## How far does the gap of a SnSe₂ sheet open when it is stretched?

One percent of in-plane strain moves the indirect gap of this sheet by some tens of meV, while the least direct gap moves by only a few meV. The elastic cost of that percent is about 2 meV per atom. The direction of the gap change is the surprising part. Stretching weakens bonds, and weaker bonds usually mean a smaller gap, yet here the gap grows.

Band gaps and energy of a 1T SnSe2 monolayer (3 atoms per cell, unstrained in-plane vectors 3.835 Å) under equal strain along both in-plane directions, with the atoms relaxed at each strain. Ansatz 0.2.0, plane-wave PAW, r2SCAN, 12×12×1 k mesh, no spin polarisation. Changes and energy rise are relative to the unstrained sheet.

| strain (%) | band gap (eV) | band gap change (eV) | least direct gap change (eV) | energy rise per atom (meV) |
| --- | --- | --- | --- | --- |
| -4 | 0.937 | -0.191 | -0.014 | 40.2 |
| -3 | 0.995 | -0.133 | -0.005 | 22.0 |
| -2 | 1.045 | -0.083 | -0.001 | 9.5 |
| -1 | 1.087 | -0.041 | 0.000 | 2.3 |
| 1 | 1.161 | 0.033 | -0.003 | 2.2 |
| 2 | 1.193 | 0.065 | -0.007 | 8.6 |
| 3 | ? | ? | ? | ? |
| 4 | ? | ? | ? | ? |

The results at 3 and 4 % are covered for now. The aim is to forecast them from the other six rows, with an error bar fixed beforehand. Positive strain is tension, applied equally along both in-plane directions, and every change is counted from the unstrained sheet. The sheet has vacuum above and below and is strained only in its plane. The runs at -3, 1 and 2 % carry a warning of a rough exchange-correlation potential in thin density. Their gaps follow the smooth trend of the other rows, but every known row under tension is among them.

### What the two gaps say together

The indirect gap runs from the highest filled state to the lowest empty state, and these two lie at different wave vectors. A direct gap compares filled and empty states at the same wave vector. If strain merely pushed all empty bands up against all filled bands, both gaps would change by the same amount.

They do not. At -4 % the indirect gap has shrunk by 191 meV and the least direct gap by only 14 meV, so the distance between the two has grown by 177 meV. At 2 % that distance is 72 meV smaller than in the unstrained sheet. Strain therefore acts mainly on the shape of the bands.

Further output of the same runs tells which band is responsible. In every known row the lowest empty state lies at the wave vector M, the middle of a side of the hexagonal Brillouin zone, and the least direct gap is found at M too. Both gaps thus end at the same empty state. The distance between them is the height of the valence band's top above its own level at M. Stretching makes this height smaller, so the valence band becomes flatter between its top and M. The top itself lies between the zone centre Γ and M, and it moves towards M as the sheet is stretched. In what follows, a flatter valence band means this smaller drop from the top to M, not a smaller width of the whole band.

### Why stretching can open a gap

The two gaps show that the valence band flattens, but not why. The following picture is standard band theory, applied here as an argument. An electron state in a crystal spreads over many atoms, and its energy depends on how the orbitals of neighbours combine from one cell to the next. The stronger the overlap between neighbours, the more the energy varies with wave vector. A band with strong overlap is wide, and one with weak overlap is flat.

Wide bands reach further into the gap. The top of the valence band stands higher above that band's average, and the bottom of the conduction band lies lower below its own. Stretching the sheet separates the atoms sideways and should flatten the bands. In the valence band the top then sinks towards the level at M. The empty state at M keeps almost the same distance from that level, so the indirect gap opens while the least direct gap stays almost still.

A second effect works the other way. The filled bands are largely bonding and the lowest empty ones largely antibonding between Sn and Se. A longer Sn–Se bond reduces the splitting between them and tends to close the gap.

The geometry of the sheet helps to explain why this closing effect can lose. Neighbouring Se atoms in the same layer are one in-plane vector apart, so their distance grows by the full strain. The Sn–Se bond, 2.72 Å long, is tilted, and its in-plane part is $3.835/\sqrt{3}=2.21$ Å. At fixed sheet thickness the bond would lengthen by only $(2.21/2.72)^2\approx 0.66$ of the strain, and by less still if the sheet thins as it is stretched. Sideways contacts thus feel the strain more than the bonds do.

### From the picture to a formula

The gain from stretching should fade. Overlap drops steeply while atoms are close and more gently once they have moved apart, so each further percent has less left to flatten. The known rows show this fading: the gap rises by 58 meV per percent between -4 and -3 %, but by only 32 meV per percent between 1 and 2 %.

The simplest formula with a slope and a bend is

$$\Delta E = a\,s + b\,s^2 ,$$

where $\Delta E$ is the band gap change and $s$ the strain in percent. There is no constant term because the change is zero at zero strain by definition. The form holds near zero strain for any smooth gap, as long as the same two band edges define it. A least-squares fit to the six known rows gives $a = 0.0371$ eV per percent and $b = -0.00258$ eV per percent squared.

For 4 %, a row that had no part in the fit, the estimate reads

$$\Delta E = 0.0371\times 4 - 0.00258\times 16 = 0.148 - 0.041 = 0.107\ \text{eV}.$$

Added to the unstrained gap of 1.128 eV, this makes 1.235 eV. The bend already takes back more than a quarter of what the slope alone would give.

Two other smooth curves are worth holding against this one. A straight continuation of the step from 1 to 2 % leads to 1.257 eV at 4 %. An exponential that levels off, as a fading overlap would suggest, leads to 1.242 eV when fitted to the same six rows. Both lie above the parabola, and the error bar is chosen wide enough to include them.

One danger lies on the low side only. The gap is the smallest distance between any filled and any empty state. If strain brings a different pair of states to the edges, the gap must fall below the smooth continuation of the old pair. The error bars do not cover every such crossing.

### The forecasts

The energy is treated in the same spirit. A relaxed sheet sits at its energy minimum, so the energy rise starts with the square of the strain. A cubic term allows for compression being harder than tension, as the rows at -2 and 2 % already suggest. The least direct gap gets the same kind of parabola as the indirect one. Its forecast is the weakest, since most of its known changes are only a few meV.

- **Band gap:** it keeps rising, in smaller steps, to 1.216 ± 0.010 eV at 3 % and 1.235 ± 0.025 eV at 4 %.
- **Least direct gap:** it falls slightly, with a change of -15 ± 6 meV at 3 % and -25 ± 12 meV at 4 %.
- **Energy rise per atom:** it stays below its value at equal compression, with 18.7 ± 0.4 meV at 3 % and 32.3 ± 1.0 meV at 4 %.

The bars are judgements about how far a smooth curve can be trusted beyond its data, not statistical confidence limits.

### The computed values

The withheld rows as computed:

| strain (%) | band gap (eV) | band gap change (eV) | least direct gap change (eV) | energy rise per atom (meV) |
| --- | --- | --- | --- | --- |
| 3 | 1.222 | 0.094 | -0.010 | 18.7 |
| 4 | 1.246 | 0.118 | -0.016 | 32.4 |

All six values fall within their bars. The gap keeps opening and its steps keep shrinking, to 29 and then 24 meV per percent. There is no downward break of the kind that a new pair of band edges would cause.

The gap forecasts are nevertheless both too low, by 6 meV at 3 % and 11 meV at 4 %. A parabola bends equally everywhere, and the real curve does not. Over the first three steps on the compressed side the gain per percent drops from 58 to 42 meV. The fit takes much of its bend from there and carries it into the tensile side, where the curve is straighter.

The exponential allows for this and misses by only 3 to 4 meV. The known rows held a hint of it. When each of them was left out in turn and predicted from the other five, the typical error was 1.3 meV for the exponential and 2.9 meV for the parabola. The parabola was the more cautious assumption about the physics, but it was the poorer guide to the shape.

That success does not make the exponential a measurement of overlap. Its fitted decay is about 12 % for each percent of strain, whereas the overlap between neighbouring atoms typically weakens by only a few percent. Part of the bend has another source, which the two gaps reveal. At 4 % the flatter valence band opens the indirect gap by 134 meV, and the smaller gap at M takes back 16 meV. At -4 % the wider valence band closes the indirect gap by 177 meV, and the gap at M, smaller here too, closes it by another 14 meV. The gap at M thus pulls the curve down at both ends.

The least direct gap fell by 10 and 16 meV, less than forecast in both rows. Strong compression is not to blame here, because the rows from -2 to 2 % alone already suggest a similar bend. Nor is a change of wave vector, because this gap stays at M in every row. The parabola is simply too crude a continuation. The main result is unaffected: at 4 % the distance between direct and indirect gap is 134 meV smaller than in the unstrained sheet. The valence band thus flattens over the whole range. Weaker sideways overlap can hardly be the whole cause, though. The height of the top above the level at M falls from 327 meV in the unstrained sheet to 193 meV at 4 %, a loss of about two fifths. A height that simply followed an overlap weakening by a few percent per percent of strain would lose much less. But the height is a difference between two levels, and a small difference can change much faster than the overlaps behind it. The Sn–Se bonds, which stretch and tilt, may also shift the two levels unequally.

### What the energy adds

The energy forecasts agree with the computed values to about 0.1 meV per atom. So smooth a curve gives no sign of a jump to another structure, and the gap trend can be read as the response of one and the same 1T sheet. The three-atom cell keeps its symmetry in every row, however, so it cannot show distortions with a larger repeat. Ripples are one example, and a free sheet under compression would readily form them.

The quadratic part of the energy also gives a stiffness. The fit yields 2.264 meV per atom and percent squared, which is 67.9 eV for the three-atom cell per unit strain squared. Divided by the cell area of 12.74 Å², this becomes 5.33 eV/Å², or about 85 N/m. For equal stretching in both directions this number is the sum of the elastic constants $C_{11}+C_{12}$ of the sheet. One percent of such strain therefore needs a pull of roughly 0.85 N per metre of edge.

### How to use the result

For small strains around zero, the slope to remember is about 37 meV per percent, with a weaker response in tension and a stronger one in compression. The change should be more trustworthy than the gap itself. r2SCAN usually places gaps too low, and part of that error cancels in a difference. Spin–orbit coupling, which can shift the valence edge of a selenide, is left out as well.

For a related sheet, the first thing to compare is how its direct and indirect gaps move. If they move together, a shift of the bands as a whole is the simplest reading, and the bond between the two kinds of atom is the natural place to look. If only the indirect gap moves, the bands are changing shape, and the wave vectors of the edges help to tell which one. When both gaps end at the same empty state, as here, the difference between them belongs to the valence band alone. Stretching then tends to open the gap when sideways overlap is what brings the two edges close together.
